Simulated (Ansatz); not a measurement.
## Electron–phonon coupling and T_c of TaRe — Ansatz, plane waves and PAW

Space group Cmmm (No. 65), 2 atoms in the cell of the first input below: a = 2.769 Å, b = 2.769 Å, c = 4.426 Å, α = 90.00°, β = 90.00°, γ = 110.39°.

The structure comes from the Materials Project database of computed cells (whether it is a measured phase wasn't checked), relaxed without spin–orbit coupling to zero pressure (pressure 0.0 GPa with this functional, without spin–orbit coupling). Functional: PBEsol.

Input:

```yaml
crystal:
  lattice:
    - [1.5803538488, -2.273539891, 0.0]
    - [1.5803538488, 2.273539891, 0.0]
    - [0.0, 0.0, 4.4255729795]
  atoms:
    - { symbol: Re, position: [0.0, 0.0, 0.0] }
    - { symbol: Ta, position: [0.5, 0.5, 0.5] }
basis:
  ecutwfc: 420
  ecutrho_ratio: 4
kpoints:
  mp_grid: { grid: [14, 14, 8] }
hamiltonian:
  xc: pbesol
scf:
  occupations: { method: methfessel_paxton, width: 0.2 }
output: {}
phonons:
  supercell: [2, 2, 2]
  qpath:
    path:
      - [[0.0, 0.0, 0.0], [-0.5, 0.5, 0.0], [-0.37079349, 0.62920651, 0.0]]
      - [[0.37079349, 0.37079349, 0.0], [0.0, 0.0, 0.0], [0.0, 0.0, 0.5], [0.37079349, 0.37079349, 0.5]]
      - [[-0.37079349, 0.62920651, 0.5], [-0.5, 0.5, 0.5], [-0.5, 0.5, 0.0]]
      - [[0.0, 0.0, 0.0], [0.0, 0.5, 0.0], [0.0, 0.5, 0.5], [0.0, 0.0, 0.5], [-0.5, 0.5, 0.5]]
    npoints: 6
  electrical_resistivity: { mesh: [28, 28, 16], temperatures: [50, 100, 200, 300, 500] }
  superconductivity: { mesh: [28, 28, 16], eliashberg_equations: false }
```

```bash
ansatz run input.yaml --threads 8 --pin off --max-ram 15360MiB --backend cpu --events-out ev --progress --plain --runs-dir out
```

Time: 4.7 min on 8 threads of Arm Neoverse V1 (shared host), peak memory 4.3 GiB.

On the finest mesh λ = 0.4019, ω_log = 15.942 meV, N(E_F) = 0.506 states per eV, spin and cell. λ by mesh: 28×28×16 0.402, 14×14×8 0.401, 7×7×4 0.442.

Task: What T_c does McMillan's formula in the Allen–Dynes form give for μ* = 0.10?

Result: T_c = (ω_log/1.2) exp[−1.04(1+λ)/(λ − μ*(1+0.62λ))] = (185.00 K/1.2) × exp(−1.4580/0.2770) = 0.80 K. By mesh, finest first, the same formula gives 0.80, 0.78, 1.32 K.

```csv
μ*,McMillan (K),Allen–Dynes with strong-coupling factors (K)
0.08,1.23,1.25
0.10,0.80,0.81
0.12,0.47,0.48
0.13,0.35,0.35
0.14,0.25,0.25
0.16,0.11,0.11
0.20,0.01,0.01
```

Caveats: no spin-orbit coupling, which matters for these elements; small supercell, couplings not converged in it; with so small a supercell and a typed μ*, T_c can miss a measured one by a factor of two or more.

TaRe comes out as a weak-coupling superconductor: λ is about 0.40, and the strong-coupling factors barely change T_c. The steep fall from 1.23 K at μ* = 0.08 to 0.01 K at μ* = 0.20 follows from this weakness. Phonon attraction only modestly exceeds the Coulomb repulsion, and their difference sits in the denominator of an exponent, so small changes in either are strongly amplified. The same leverage turns the modest excess in λ on the coarsest mesh into a much higher T_c.

The weak coupling probably originates in band filling. Tantalum and rhenium together average six valence electrons per atom, as in tungsten, and the atoms sit on a slightly distorted bcc lattice. This suggests a Fermi level near the pseudogap between bonding and antibonding d states, consistent with the modest N(E_F) and with the low T_c typical of group 6 metals. The result applies to the ordered arrangement and doesn't carry over directly to a disordered Ta–Re alloy, where chemical disorder would smear the pseudogap.
